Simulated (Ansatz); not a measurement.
# AlO2 and the effect of the choice of potentials or basis

The cell as given:

```cif
data_structure
_symmetry_space_group_name_H-M 'Cmcm'
_symmetry_Int_Tables_number 63
_cell_length_a 2.9763
_cell_length_b 10.8057
_cell_length_c 3.6466
_cell_angle_alpha 90.000
_cell_angle_beta 90.000
_cell_angle_gamma 90.000
_cell_volume 117.28
loop_
_atom_site_label
_atom_site_type_symbol
_atom_site_symmetry_multiplicity
_atom_site_Wyckoff_symbol
_atom_site_fract_x
_atom_site_fract_y
_atom_site_fract_z
_atom_site_occupancy
Al1 Al 4 c 0.50000 0.83187 0.75000 1
O1 O 4 c 0.00000 0.93893 0.75000 1
O2 O 4 c 0.00000 0.70582 0.75000 1
```

The cell comes from a database or a generator and needn't be the stable form of this composition.

Kept alike: task relaxation of cell and atoms; functional PBEsol; k mesh 9 × 9 × 7; occupations fermi-dirac, width 0.05 eV; no spin polarisation. Program: Ansatz. Cutoffs run from 930 to 1380 eV. The mesh is that of the run's cell of 6 atoms. No spin-orbit coupling.

| choice of potentials or basis | volume (Å³/atom) | first edge of the run's cell (Å) | third edge of the run's cell (Å) |
| --- | --- | --- | --- |
| Ansatz PAW (files of its older set among them) (made for PBE) | 8.589 | 5.135 | 3.592 |
| JTH PAW (made for PBE) | 8.592 | 5.134 | 3.594 |
| PseudoDojo standard (PBEsol files) | 8.563 | 5.128 | 3.590 |
| PseudoDojo stringent (PBEsol files) | 8.571 | 5.130 | 3.591 |

The relaxations keep at least the cell's symmetry (Cmcm). Relaxations stop with a little pressure left, so the last digits of a volume or edge aren't settled.

Q: What does the choice of potentials or basis change here?

A: The volume runs from 8.563 (PseudoDojo standard (PBEsol files)) to 8.592 Å³/atom (JTH PAW (made for PBE)). The first edge of the run's cell runs from 5.128 (PseudoDojo standard (PBEsol files)) to 5.135 Å (Ansatz PAW (files of its older set among them) (made for PBE)). The third edge of the run's cell runs from 3.590 (PseudoDojo standard (PBEsol files)) to 3.594 Å (JTH PAW (made for PBE)).

The four sets describe practically the same relaxed structure. Both PBE-made PAW sets give slightly larger volumes than both PBEsol PseudoDojo sets, but the functional used for generation changes together with the type of potential, so the small offset can't be assigned to either. Such close agreement is plausible for aluminium and oxygen, whose compact cores take little part in bonding.

The larger effect is common to all rows: the cell shrinks markedly from the supplied 117.28 Å³. The third edge shortens only a little from 3.6466 Å, so most of the contraction lies in the plane of a and b, probably along the long b axis, where the starting coordinates show oxygen-terminated layers facing each other. Aluminium has no accessible oxidation state above +3, so AlO2 must carry holes in its oxygen 2p states. Partial O–O bonding between layers could therefore help to draw them together, though a starting cell with too wide a gap would contract as well. Relaxed O–O distances would be needed to tell these apart.
